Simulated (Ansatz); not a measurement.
# MgO: gap on mesh against volume per atom

Results calculated with Ansatz 0.2 development, not measured. All-electron LAPW DFT of a crystal on the k mesh given, cartesian forces, stress positive in compression, open shells may miss their lowest state; gap between the band edges on the mesh.

Cell of the first row (space group Fm-3m, No. 225):
```
MgO
1.0
      0.0000     2.0473     2.0473
      2.0473     0.0000     2.0473
      2.0473     2.0473     0.0000
Mg O
1 1
Direct
  0.00000 0.00000 0.00000
  0.50000 0.50000 0.50000
```

Settings of every row: k mesh 6x6x6; k shift 0x0x0; occupations fixed; smearing width 0 eV; functional LDA; relativity scalar; nucleus point; spin none.

Atom start moment: 0 on all atoms.

Limits: coarse k mesh; semilocal functionals tend to give too small a gap.

| row | volume per atom (Å³) | gap on mesh (eV) |
| --- | --- | --- |
| 1 | 8.581 | 5.53 |
| 2 | 8.861 | 5.19 |
| 3 | 9.141 | 4.87 |
| 4 | 9.421 | 4.58 |
| 5 | 9.7 | 4.3 |
| 6 | 9.98 | ? |
| 7 | 10.26 | 3.8 |

Question: what gap on mesh should row 6 give?

Worked fit of gap on mesh. Take t = volume per atom − 9.3, in Å³. The shown rows have t = -0.719, -0.439, -0.159, 0.121, 0.4, 0.96. Least squares give gap on mesh = 4.703 − 1.059 × t + 0.124 × t² eV; a straight line predicts inner rows, each left out in turn, worse (root mean square 0.035 against 0.0043 eV). All shown rows lie on it to the printed digit. The withheld row has t = 0.68, so the fit gives 4.703 − 1.059 × (0.68) + 0.124 × (0.68)² = 4.04 eV.

The calculation gave 4.04 eV. The fit meets it to the printed digit.
